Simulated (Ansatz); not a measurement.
# SiCl4 (silicon tetrachloride): methods side by side

SiCl4 has 5 atoms, charge 0, and is taken as a singlet. SMILES: `Cl[Si](Cl)(Cl)Cl`. Geometry: optimised at wB97X-V/def2-SVP.

Quantity: the adiabatic electron affinity (to the doublet anion, shapes relaxed at wB97X-V/def2-SVP, no zero-point term), in eV. The values are calculated.

The electron affinity is E(neutral) − E(anion): positive where the electron is bound.

| level | kind | program | value (eV) | less CCSD(T)/def2-SVP | CPU time (all runs) |
| --- | --- | --- | --- | --- | --- |
| HF/def2-SVP | Hartree–Fock | Ansatz | -0.13 | +0.10 | 3 s |
| SVWN5/def2-SVP | LDA | Ansatz | 0.28 | +0.51 | 2.2 s |
| B3LYP/def2-SVP | global hybrid | Ansatz | 0.46 | +0.69 | 6.8 s |
| PBE0-D4/def2-SVP | global hybrid | Ansatz | 0.46 | +0.69 | 6.5 s |
| wB97M-V/def2-SVP | range-separated hybrid | Ansatz | 0.19 | +0.42 | 24 s |
| B2PLYP/def2-SVP | double hybrid | Ansatz | 0.12 | +0.35 | 8.8 s |
| RPA@PBE/def2-SVP | RPA | Ansatz | -0.06 | +0.17 | 5.8 s |
| MP2/def2-SVP | perturbation theory | Ansatz | -0.29 | -0.06 | 3.5 s |
| CCSD(T)/def2-SVP | coupled cluster or CI | Ansatz | -0.23 | 0.00 | 17 s |

Differences are taken from CCSD(T)/def2-SVP for orientation; it has basis-set and higher-order errors of its own. The values span -0.29 to 0.46 eV. CPU times are rough (shared hosts, several kinds of processor): they show what a rung costs within a factor of a few.

The methods disagree on the sign of the electron affinity: the density functionals, including the double hybrid, bind the electron, whereas HF, RPA, MP2 and CCSD(T) place the relaxed anion above the neutral molecule. The extra electron has no low-lying non-bonding orbital to enter and must occupy a Si–Cl antibonding orbital, so binding depends on a close balance between electron attachment and the cost of distorting the molecule. Correlation normally favours the species with more electrons, yet MP2 and CCSD(T) fall below HF here. This probably reflects the lack of diffuse functions in def2-SVP, which leaves the anion's outer density and its correlation poorly described. The negative coupled-cluster value is therefore no proof that SiCl4 cannot bind an electron, and the identical B3LYP and PBE0 values of 0.46 eV do not establish that it does. Even a positive affinity would leave open whether the anion survives loss of chloride, since that channel depends on a separate dissociation energy.
